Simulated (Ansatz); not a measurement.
# W: pressure and energy change per atom as volume scale varies

Results calculated with Ansatz 0.2.0, not measured. Plane-wave DFT, scalar-relativistic PAW made under PBE with cores redone for the functional, no dispersion; the given relaxed cell is scaled uniformly, energy at zero smearing counts from the unscaled cell, pressure at the given Fermi-Dirac smearing is positive in compression.

The cell before it is scaled or strained (space group Im-3m, No. 229):
```
cell vectors (Å)
  -1.5848     1.5848     1.5848
   1.5848    -1.5848     1.5848
   1.5848     1.5848    -1.5848
atoms (fractions of the cell vectors)
W   0.00000  0.00000  0.00000
```

Settings of every row: spin polarised no; functional r2SCAN; wave cutoff 500 eV; smearing width 0.1 eV; k mesh 23x23x23.

Atom starting moment: 0 on all atoms.

Limits: all rows lie far from zero pressure; no spin-orbit coupling, which can matter with elements this heavy.

```csv
row,volume scale,V (Å³/atom),pressure (GPa),energy change per atom (meV)
1,0.88,14.011,52.48,279.13
2,0.92,14.648,?,?
3,0.96,15.285,13.83,25.8
4,1.04,16.558,-11.81,25.01
5,1.08,17.195,-21.17,91.29
6,1.12,17.832,-28.75,191.13
```

Question: what pressure and energy change per atom should row 2 give?

Worked fit of pressure. Take u = (V_r/V)^(2/3) − 1 with V_r = 16.558 Å³ an atom, which is twice the finite (Eulerian) strain; such expansions in the strain, on which the Birch-Murnaghan equation of state is built, carry the rest volume and the bulk modulus. The shown rows have u = 0.11779, 0.05478, 0, -0.02485, -0.04822. Least squares give pressure = −11.882 + 405.842 × u + 1191.32 × u² GPa; a straight line predicts inner rows, each left out in turn, worse (root mean square 4 against 0.16 GPa). The rows lie off it by 0.03, -0.09, 0.07, 0.06, -0.07 (root mean square 0.067 GPa). The pressure vanishes at u = 0.0271, or V = 15.91 Å³ an atom, and there the bulk modulus at fixed shape and fractions is B = −V dP/dV = (2/3)(1 + u) dP/du = 322 GPa. The withheld row has u = 0.08514, so the fit gives −11.882 + 405.842 × (0.08514) + 1191.32 × (0.08514)² = 31.31 GPa.

The calculation gave 31.19 GPa. The fit lies 0.12 GPa (0.15 % of the column's range) above it; its largest miss of a shown row is 0.09 GPa.

Worked fit of energy change per atom. Take u = (V_r/V)^(2/3) − 1 with V_r = 16.558 Å³ an atom, which is twice the finite (Eulerian) strain; such expansions in the strain, on which the Birch-Murnaghan equation of state is built, carry the rest volume and the bulk modulus. The shown rows have u = 0.11779, 0.05478, 0, -0.02485, -0.04822. Least squares give energy change per atom = 24.721 − 1826.114 × u + 33830.51 × u² meV; a straight line predicts inner rows, each left out in turn, worse (root mean square 110 against 0.68 meV). The rows lie off it by 0.13, -0.41, 0.29, 0.30, -0.31 (root mean square 0.3 meV). Its lowest point lies at u = 0.0270, or V = 15.91 Å³ an atom, and the curvature there gives the bulk modulus at fixed shape and fractions, B = (4/9)(1 + u)² E″(u)/V = 319 GPa. The withheld row has u = 0.08514, so the fit gives 24.721 − 1826.114 × (0.08514) + 33830.51 × (0.08514)² = 114.48 meV.

The calculation gave 114.11 meV. The fit lies 0.37 meV (0.15 % of the column's range) above it; its largest miss of a shown row is 0.41 meV.
